\section{The hydrogen $(+/-)$ level and the dangling-bond model of band alignment}

Interstitial hydrogen in a tetrahedral semiconductor can occur as H$^+$, H$^0$ or H$^-$. The Fermi level at which H$^+$ and H$^-$ are equally stable, $\varepsilon(+/-)$, decides whether hydrogen compensates the prevailing doping or acts only as a donor. Van de Walle and Neugebauer (2003) proposed that this level lies at nearly the same energy in many materials once their bands are lined up, and explained this by dangling bonds. This section derives the level, its dangling-bond form and its link to the branch point, and applies them to InN and AlN. Energies are in eV, lengths in \AA, and $q$ is the defect charge in units of the proton charge.

\subsection{Premises}

\begin{enumerate}
\item[P1.] Defects are dilute and energies refer to static nuclei at zero temperature.
\item[P2.] Hydrogen interrupts one cation--anion bond. In configuration A it binds to the anion and leaves a cation dangling bond; this is the ground state of H$^+$. In configuration C it binds to the cation and leaves an anion dangling bond; this is the localised ground state of H$^-$.
\item[P3.] The anion--H and cation--H bonds have equal homolytic strength.
\item[P4.] The dangling-bond levels are the $sp^3$ hybrid energies built from free-atom term values.
\item[P5.] At an interface the charge-neutrality levels of the two crystals line up.
\end{enumerate}
The first result needs only P1. The others enter one at a time, and their failure is sized afterwards.

\subsection{The thermodynamic level}

Let $E(q)$ be the total energy of a cell that holds H$^q$, corrected for finite size, $E_{\rm b}$ that of the perfect cell and $\mu_{\rm H}$ the hydrogen chemical potential. The valence-band maximum $E_V$ and the electron energies in $E(q)$ are measured from the average electrostatic potential of the bulk, and $E_F$ is measured from $E_V$. Forming H$^q$ takes one atom from the hydrogen reservoir and puts $q$ electrons into the electron reservoir at $E_V+E_F$:
\begin{equation}
E^f(q)=E(q)-E_{\rm b}-\mu_{\rm H}+q\,(E_V+E_F).
\label{eq:form}
\end{equation}
The level $\varepsilon(q/q')$ is the $E_F$ at which $E^f(q)=E^f(q')$. The terms $E_{\rm b}$ and $\mu_{\rm H}$ stand on both sides and cancel, which leaves $E(q)-E(q')=(q'-q)(E_V+E_F)$. The three pairs give
\begin{align}
\varepsilon(+/0)&=E(0)-E(+)-E_V,\\
\varepsilon(0/-)&=E(-)-E(0)-E_V,\\
\varepsilon(+/-)&=\tfrac12\,[E(-)-E(+)]-E_V .
\end{align}
Adding the first two lines removes $E(0)$, so
\begin{equation}
\varepsilon(+/-)=\tfrac12[E(-)-E(+)]-E_V=\tfrac12[\varepsilon(+/0)+\varepsilon(0/-)].
\label{eq:level}
\end{equation}
The level is independent of $\mu_{\rm H}$ and of the neutral state. Since $E(0)$ cancels, Eq.~\eqref{eq:level} holds for any neutral configuration, stable or not, provided the same one is used in both one-electron levels. Their difference is $U=\varepsilon(0/-)-\varepsilon(+/0)=E(+)+E(-)-2E(0)$. For $U<0$ the neutral line of Eq.~\eqref{eq:form} lies above the crossing of the charged lines by $|U|/2$, so H$^0$ is never the lowest state.

Equations \eqref{eq:form} and \eqref{eq:level} give $E^f(+)-E^f(-)=2[E_F-\varepsilon(+/-)]$. With $N_\pm$ equivalent configurations per volume, Boltzmann statistics yield
\begin{equation}
\frac{[\mathrm{H}^+]}{[\mathrm{H}^-]}=\frac{N_+}{N_-}\exp\!\left[\frac{2(\varepsilon(+/-)-E_F)}{k_BT}\right].
\end{equation}
Hydrogen is a donor below the level and an acceptor above it.

\paragraph{Finite size.} In a periodic cell $E(q)=E_{\rm tot}(q)+q^2E_M+q\Delta_q+\dots$, where $E_M=\alpha_Me^2/(8\pi\epsilon_0\epsilon L)$ is the leading image-charge term (Makov and Payne, 1995) for a cubic cell of side $L$, $\alpha_M=2.837$, and $\Delta_q$ aligns the potential far from the defect with the bulk. The $q^2$ term is the same for $q=\pm1$ and drops out of Eq.~\eqref{eq:level}, while the linear terms shift the level by $-(\Delta_++\Delta_-)/2$. For 96 atoms of AlN, 24 wurtzite cells with the measured $a=3.112$~\AA\ and $c=4.982$~\AA\ (300~K, as listed by Vurgaftman 2001), the volume is $24(\sqrt3/2)a^2c=1003$~\AA$^3$, so $L\approx10.01$~\AA\ if the cell is treated as a cube. With $e^2/4\pi\epsilon_0=14.40$~eV\,\AA\ and the measured static constant $9.21$ (parallel to $c$, as listed by Feneberg 2013) used isotropically, $E_M=0.22$~eV. It lowers $\varepsilon(+/0)$ and raises $\varepsilon(0/-)$ by this amount, raises $U$ by $0.44$~eV, and leaves $\varepsilon(+/-)$ alone.

\paragraph{Band-gap problem.} The gap does not appear in Eq.~\eqref{eq:level}. A change of exchange-correlation functional changes the level by $\delta\varepsilon=\tfrac12\delta[E(-)-E(+)]-\delta E_V$. If the first term is small, which is an assumption to be tested for states localised on a few atoms, the level stays fixed against the average potential while the band edges move. Its distance from each edge is then only as good as the position of that edge.

\subsection{The dangling-bond cycle}

The interrupted bond held two electrons, and H$^q$ brings $1-q$. In H$^+$ both electrons sit in the anion--H bond and the cation dangling bond is empty. In H$^-$ two sit in the cation--H bond and two fill the anion dangling bond. Connect the two states through neutral intermediates. Let $\epsilon_c^{\rm db}$ be the energy to add one electron to the cation dangling bond in A, and $-\epsilon_a^{\rm db}$ the energy to remove one from the anion dangling bond in C, both on the scale of $E_V$:
\begin{equation}
E(0;\mathrm A)=E(+)+\epsilon_c^{\rm db},\qquad E(0;\mathrm C)=E(-)-\epsilon_a^{\rm db}.
\end{equation}
Both neutral states derive from one reference state of energy $E_R$: the bond is cut, each dangling bond holds one electron, and a neutral H atom is far away. Attaching H to the anion or the cation releases $D_a$ or $D_c$, relaxation included, so $E(0;\mathrm A)=E_R-D_a$ and $E(0;\mathrm C)=E_R-D_c$. Eliminating the neutral energies,
\begin{equation}
E(-)-E(+)=\epsilon_a^{\rm db}+\epsilon_c^{\rm db}+D_a-D_c ,
\end{equation}
and Eq.~\eqref{eq:level} becomes
\begin{equation}
\varepsilon(+/-)=\tfrac12(\epsilon_a^{\rm db}+\epsilon_c^{\rm db})+\tfrac12(D_a-D_c)-E_V .
\label{eq:cycle}
\end{equation}
Given P2 this is an identity. Premise P3, $D_a=D_c$, puts the level midway between the two dangling bonds.

A tight-binding count shows what P3 means. A host orbital $\epsilon_X$ ($X=a,c$) coupled by $-t_X$ to the hydrogen orbital $\epsilon_{\rm H}$ has the bonding eigenvalue
\begin{equation}
b_X=\tfrac12(\epsilon_X+\epsilon_{\rm H})-R_X,\qquad R_X=\sqrt{t_X^2+\tfrac14(\epsilon_X-\epsilon_{\rm H})^2}.
\end{equation}
With a repulsive energy $W_X$ per bond, $E(+)=2b_a+W_a$ and $E(-)=2b_c+W_c+2\epsilon_a$ up to a common constant. Their difference is $\epsilon_a+\epsilon_c+(2R_a-W_a)-(2R_c-W_c)$, because $\epsilon_{\rm H}$ cancels and $\epsilon_c+2\epsilon_a-\epsilon_a=\epsilon_a+\epsilon_c$. This is Eq.~\eqref{eq:cycle} with $D_X=2R_X-W_X$. The bond terms to be equated are thus the gains measured from separated, singly occupied orbitals. Equating the orbital energies $b_a$ and $b_c$ (and $W_a$, $W_c$) instead would place the level at $\epsilon_a$.

\subsection{Hybrid energies}

Two of the four $sp^3$ hybrids of an atom are $h_1=\tfrac12(s+p_x+p_y+p_z)$ and $h_2=\tfrac12(s+p_x-p_y-p_z)$. The atomic Hamiltonian is diagonal in $s$ and $p$ with term values $\epsilon_s$, $\epsilon_p$, so
\begin{equation}
\langle h_1|H|h_1\rangle=\frac{\epsilon_s+3\epsilon_p}{4},\qquad
\langle h_1|H|h_2\rangle=\frac{\epsilon_s-\epsilon_p}{4}\equiv-V_1 .
\label{eq:hyb}
\end{equation}
Premise P4 neglects $V_1$ and sets $\epsilon^{\rm db}_X=\epsilon_X\equiv(\epsilon_{sX}+3\epsilon_{pX})/4$. With $\bar\epsilon=(\epsilon_a+\epsilon_c)/2$ and $\delta=(\epsilon_c-\epsilon_a)/2>0$, premises P1--P4 give
\begin{equation}
\varepsilon(+/-)=\bar\epsilon-E_V .
\label{eq:mid}
\end{equation}

\subsection{Branch point of the two-site chain}

Take a chain of period $\ell$ with one anion orbital $\epsilon_a$ and one cation orbital $\epsilon_c$ per cell and alternating hoppings $-t_1,-t_2$ ($t_{1,2}>0$). With $\theta=k\ell$ and $f(\theta)=t_1+t_2e^{i\theta}$,
\begin{equation}
H(\theta)=\begin{pmatrix}\epsilon_a&-f(-\theta)\\-f(\theta)&\epsilon_c\end{pmatrix}.
\end{equation}
Put $x=E-\bar\epsilon$, so that $(E-\epsilon_a)(E-\epsilon_c)=x^2-\delta^2$. Then
\begin{equation}
\det(E-H)=x^2-\Omega^2,\qquad \Omega^2=\delta^2+t_1^2+t_2^2+2t_1t_2\cos\theta ,
\end{equation}
and the bands are $E_\pm=\bar\epsilon\pm\Omega$. The gap is smallest at $\theta=\pi$ and spans $x^2<\delta^2+(t_1-t_2)^2$. Inside it real energies need a complex wave vector. For $\theta=\pi+i\kappa\ell$ one has $\cos\theta=-\cosh\kappa\ell$, hence
\begin{equation}
\cosh\kappa\ell=\frac{A}{B},\qquad A=\delta^2+t_1^2+t_2^2-x^2,\quad B=2t_1t_2 .
\label{eq:kappa}
\end{equation}
The decay constant vanishes at both edges, where $A=B$, and peaks at $x=0$. There $\Omega^2$ has a simple zero as a function of $\theta$, so $\Omega$ has a square-root branch point at which the valence sheet $E_-$ joins the conduction sheet $E_+$. Its energy is $E_B=\bar\epsilon$ for any $t_1,t_2$, because $H-\bar\epsilon$ is traceless.

Tersoff (1984) located the neutrality level at the zero of the cell-averaged Green function between distant cells. Its analogue here is the trace, and for a $2\times2$ matrix $\operatorname{Tr}(E-H)^{-1}=[(E-\epsilon_a)+(E-\epsilon_c)]/\det(E-H)$. Since $x^2-\Omega^2=-(A+B\cos\theta)$,
\begin{equation}
g_n(E)=\int_0^{2\pi}\!\frac{d\theta}{2\pi}\,e^{in\theta}\operatorname{Tr}(E-H)^{-1}
=-2x\oint\frac{dz}{2\pi i}\,\frac{2z^n}{Bz^2+2Az+B},
\end{equation}
with $z=e^{i\theta}$ on the unit circle and $n\ge0$. The poles are $z=-e^{\mp\kappa\ell}$ by Eq.~\eqref{eq:kappa}. Only the upper sign lies inside, with residue $z^n/\sqrt{A^2-B^2}$ and $\sqrt{A^2-B^2}=B\sinh\kappa\ell$:
\begin{equation}
g_n(E)=-\,\frac{x\,(-1)^n e^{-n\kappa\ell}}{t_1t_2\sinh\kappa\ell}.
\end{equation}
It changes sign at $x=0$ for every $n$, where the valence term $1/(x+\Omega)$ cancels the conduction term $1/(x-\Omega)$. If the site energies are the hybrid energies of Eq.~\eqref{eq:hyb}, then
\begin{equation}
E_V+\varepsilon(+/-)=\bar\epsilon=E_B .
\end{equation}

\subsection{The alignment rule}

Gap states at an interface are tails on the complex band, valence-like below $E_B$ and conduction-like above it, so a crystal is locally neutral when they are filled to $E_B$. If the levels of crystals 1 and 2 differ by $m_0=\bar\epsilon_2-\bar\epsilon_1$ on the free-atom scale, charge flows in proportion to the remaining mismatch $m$ and builds an opposing dipole $\chi m$. Then $m=m_0-\chi m$, or $m=Sm_0$ with $S=1/(1+\chi)$. Writing each band edge as $E_{V,i}=\bar\epsilon_i-\varepsilon_i$ with $\varepsilon_i=\varepsilon(+/-)$ of crystal $i$,
\begin{equation}
\Delta E_V\equiv E_{V,2}-E_{V,1}=\varepsilon_1-\varepsilon_2+S\,(\bar\epsilon_2-\bar\epsilon_1),
\label{eq:vbo}
\end{equation}
and $\Delta E_C\equiv E_{C,1}-E_{C,2}=E_{g,1}-E_{g,2}-\Delta E_V$. Premise P5 is the limit $S\to0$. A dielectric estimate takes $S$ of order $1/\epsilon_\infty$. The model thus makes the hydrogen level common to crystals in contact. It does not make $\bar\epsilon$ a constant of nature, and free-atom term values are not referred to the vacuum level outside a surface.

To evaluate Eq.~\eqref{eq:mid} one needs $E_V$ on the same scale. At $\Gamma$ an anion $p$ orbital couples to its four neighbours, along unit vectors $\hat n_j$, by $\sum_j[\hat n_j\hat n_j^{T}V_{pp\sigma}+(1-\hat n_j\hat n_j^{T})V_{pp\pi}]$. For an ideal tetrahedron $\sum_j\hat n_j\hat n_j^T=\tfrac43\mathbb 1$ and $\sum_j\hat n_j=0$, so $s$ decouples and $p_x$ couples only to $p_x$ with $V_{xx}=(4V_{pp\sigma}+8V_{pp\pi})/3$. This holds in zinc blende and, for equal amplitudes on like atoms, in ideal wurtzite. The lower root of the $2\times2$ problem is taken as the band maximum:
\begin{equation}
E_V=\tfrac12(\epsilon_{pc}+\epsilon_{pa})-\sqrt{\tfrac14(\epsilon_{pc}-\epsilon_{pa})^2+V_{xx}^2}.
\label{eq:vbm}
\end{equation}

\subsection{Range of validity}

Equation~\eqref{eq:level} needs only P1 and two well-defined charge states. When the level lies above the conduction edge, H$^-$ is at best metastable against H$^+$ plus two band electrons, and $E(-)$ has meaning only if configuration C is a local minimum whose filled levels lie below $E_C$. Zero-point motion shifts the level by half the difference of zero-point energies. Typical stretch wavenumbers of 3200~cm$^{-1}$ (N--H) and 1700~cm$^{-1}$ (cation--H) contribute $hc(1700-3200)\,\mathrm{cm^{-1}}/4=-0.05$~eV. Premise P2 fails where H$^-$ sits in an open interstitial site without breaking a host bond, and the cycle is then only an analogy.

\emph{Bond strengths (P3).} The level moves by $(D_a-D_c)/2$. For a common anion and equal $D_a$ the offset moves by $(D_{c,2}-D_{c,1})/2$.

\emph{Charging (P4).} Let a dangling bond with $n$ electrons have energy $\epsilon_Xn+\tfrac12U_X(n-n_X)^2$, with neutral fillings $n_c=1-\nu$, $n_a=1+\nu$ and $\nu=\tfrac14$ in a III--V compound. The step $0\to1$ on the cation gives $\epsilon_c^{\rm db}=\epsilon_c-(\tfrac12-\nu)U_c$, and the step $1\to2$ on the anion gives $\epsilon_a^{\rm db}=\epsilon_a+(\tfrac12-\nu)U_a$. The midpoint moves by $(U_a-U_c)/8$, which vanishes for equal screened repulsions.

\emph{Back bonds (P4).} A dangling hybrid couples by $-\sqrt3V_1$ to the normalised symmetric sum of the other three hybrids on its atom. That sum is lowered by $2V_1$ through their mutual coupling, and it couples by $-V_2$ to the facing hybrids of the three neighbours. For hybrids $(s\pm\sqrt3p)/2$ that point at each other, $V_2=(-V_{ss\sigma}+2\sqrt3V_{sp\sigma}+3V_{pp\sigma})/4$. Eliminating two amplitudes from this $3\times3$ problem gives the shifts $y_X=\epsilon_X^{\rm db}-\epsilon_X$ as the middle roots of
\begin{equation}
y_a=\frac{3V_{1a}^2}{y_a+2V_{1a}-V_2^2/(y_a-2\delta)},\qquad
y_c=\frac{3V_{1c}^2}{y_c+2V_{1c}-V_2^2/(y_c+2\delta)} .
\label{eq:back}
\end{equation}
Shells beyond the first are left out.

\emph{Branch point.} The equality $E_B=\bar\epsilon$ belongs to two orbitals per cell. Give each atom of the chain two hybrids, coupled by $-V_{1a}$ or $-V_{1c}$, and join atoms by $-V_2$. Expanding the cyclic $4\times4$ determinant gives $P(x)-2V_{1a}V_{1c}V_2^2\cos\theta$ with
\begin{equation}
P=(x^2-\delta^2-V_2^2)^2-V_{1a}^2(x-\delta)^2-V_{1c}^2(x+\delta)^2+V_{1a}^2V_{1c}^2 .
\end{equation}
Two sheets merge where $P'(x)=0$. Keeping terms linear in $x$,
\begin{equation}
E_B-\bar\epsilon\simeq\frac{\delta\,(V_{1a}^2-V_{1c}^2)}{2(\delta^2+V_2^2)+V_{1a}^2+V_{1c}^2}.
\label{eq:shift}
\end{equation}
In the same chain a dangling hybrid has one back bond, so $y_a=V_{1a}^2/[y_a-V_2^2/(y_a-2\delta)]\simeq2\delta V_{1a}^2/V_2^2$, $y_c\simeq-2\delta V_{1c}^2/V_2^2$, and the midpoint moves by $\delta(V_{1a}^2-V_{1c}^2)/V_2^2$. The two shifts share a sign but differ at lowest order, so midpoint and branch point coincide exactly only for $V_{1a}=V_{1c}$ or $\delta=0$.

\emph{Band edge and interface.} Equation~\eqref{eq:vbm} omits cation $d$ shells, crystal-field and spin--orbit splitting. A filled $d$ level at $\epsilon_d$, coupled by $V_{pd}$ to the anion $p$ state of weight $f_a$, raises $E_V$ by $f_aV_{pd}^2/(E_V-\epsilon_d)$ in second order. Equation~\eqref{eq:vbo} refers to unstrained crystals and to the step at the interface, without the fields due to polarisation.

\subsection{Illustration: InN against AlN}

Let AlN be crystal 1 and InN crystal 2. An ideal tetrahedral network has volume $16d^3/(3\sqrt3)$ per cation--anion pair and wurtzite has $\sqrt3a^2c/4$, so a mean bond length follows from $d^3=9a^2c/64$. AlN takes the measured constants quoted above. For InN the approximate inputs are $a=3.54$~\AA, $c=5.70$~\AA\ and $E_g=0.7$~eV. The tight-binding inputs, all approximate, are the Herman--Skillman term values $(\epsilon_s,\epsilon_p)$ as used by Harrison, N $(-23.04,-11.47)$, Al $(-10.11,-4.86)$, In $(-10.12,-4.69)$~eV, and couplings $V=\eta\hbar^2/md^2$ with $\hbar^2/m=7.62$~eV\,\AA$^2$ and $\eta=-1.40,\,1.84,\,3.24,\,-0.81$ for $ss\sigma$, $sp\sigma$, $pp\sigma$, $pp\pi$. Thus $V_{xx}=2.16\,\hbar^2/md^2$ and $V_2=4.37\,\hbar^2/md^2$. For nitrogen $\epsilon_a=-14.36$~eV and $V_{1a}=2.89$~eV. Third decimals in the table serve only to limit rounding error.

\begin{center}
\begin{tabular}{lrr}
\hline
 & AlN & InN\\
\hline
$d$ (\AA) & 1.893 & 2.158\\
$\hbar^2/md^2$ (eV) & 2.126 & 1.636\\
$\epsilon_c$ (eV) & $-6.17$ & $-6.05$\\
$\bar\epsilon$ (eV) & $-10.265$ & $-10.205$\\
$\delta$ (eV) & 4.095 & 4.155\\
$V_{xx}$ (eV) & 4.592 & 3.534\\
$E_V$, Eq.~\eqref{eq:vbm} (eV) & $-13.823$ & $-12.977$\\
$\varepsilon(+/-)$, Eq.~\eqref{eq:mid} (eV) & 3.56 & 2.77\\
$V_{1c}$ (eV) & 1.31 & 1.36\\
$V_2$ (eV) & 9.29 & 7.15\\
$y_a$, Eq.~\eqref{eq:back} (eV) & 1.28 & 1.66\\
$y_c$, Eq.~\eqref{eq:back} (eV) & $-0.56$ & $-1.04$\\
$(y_a+y_c)/2$ (eV) & 0.36 & 0.31\\
\hline
\end{tabular}
\end{center}

With P1--P5, $\Delta E_V=3.56-2.77=0.79$~eV. The measured AlN gap of 6.015~eV (room temperature, as listed by Feneberg 2010) then gives $\Delta E_C=4.5$~eV. The level lies 2.5~eV below the conduction edge in AlN and 2.1~eV above it in InN. Premise P5 matters little here. The common anion makes $m_0$ only 0.060~eV, the unscreened offset ($S=1$) is 0.85~eV, and $S=1/4.18$, from the measured high-frequency constant of AlN (as listed by Skone 2014), adds 0.014~eV.

The other neglected terms are larger.
\begin{itemize}
\item Back bonds raise both levels by about 0.3~eV and change $\Delta E_V$ by only $+0.05$~eV. Equation~\eqref{eq:shift} with the AlN entries moves the branch point of the chain by 0.13~eV.
\item Approximate molecular bond energies of 4.0 (N--H), 3.0 (Al--H) and 2.5~eV (In--H), used for $D_a$ and $D_c$ without lattice relaxation, raise the levels by 0.50 and 0.75~eV and change $\Delta E_V$ by $-0.25$~eV.
\item For In $4d$ take the approximate inputs $E_V-\epsilon_d=16$~eV and $V_{pd}=2.5$~eV. The eigenvector of Eq.~\eqref{eq:vbm} has $f_a=\tfrac12(1+3.39/4.897)=0.85$, where 3.39~eV is half the $p$ splitting and 4.897~eV the square root. The InN edge rises by 0.3~eV, and $\Delta E_V$ with it if the dangling bonds stay in place. Aluminium has no filled $d$ shell.
\item A second approximate parameter set, the Hartree--Fock term values N $(-26.22,-13.84)$, Al $(-10.71,-5.71)$, In $(-10.14,-5.37)$~eV with $\eta_{pp\sigma}=2.22$ and $\eta_{pp\pi}=-0.63$, has $V_{xx}=1.28\,\hbar^2/md^2$. It gives levels of 2.72 and 2.58~eV and $\Delta E_V=0.14$~eV.
\end{itemize}
The two parameter sets differ by 0.65~eV in the offset, which is a lower limit on the uncertainty and is nearly the offset itself. Atomic term values therefore do not determine $\Delta E_V$. A quantitative line-up needs $E(\pm)$ and $E_V$ computed in each crystal and inserted into Eqs.~\eqref{eq:level} and \eqref{eq:vbo}. A coherent layer would also carry the 14\% mismatch in $a$, whose effect on the band edges must be added separately.

The qualitative result has a wider margin. With the second set the level lies 3.3~eV below $E_C$ in AlN and 1.9~eV above $E_C$ in InN, so in both sets a shift of 1.5~eV in either direction leaves it inside the gap of AlN and above the gap of InN. In this model hydrogen in AlN is amphoteric and opposes whichever doping prevails, while in InN it stays H$^+$ for every Fermi level in the gap and well into the conduction band.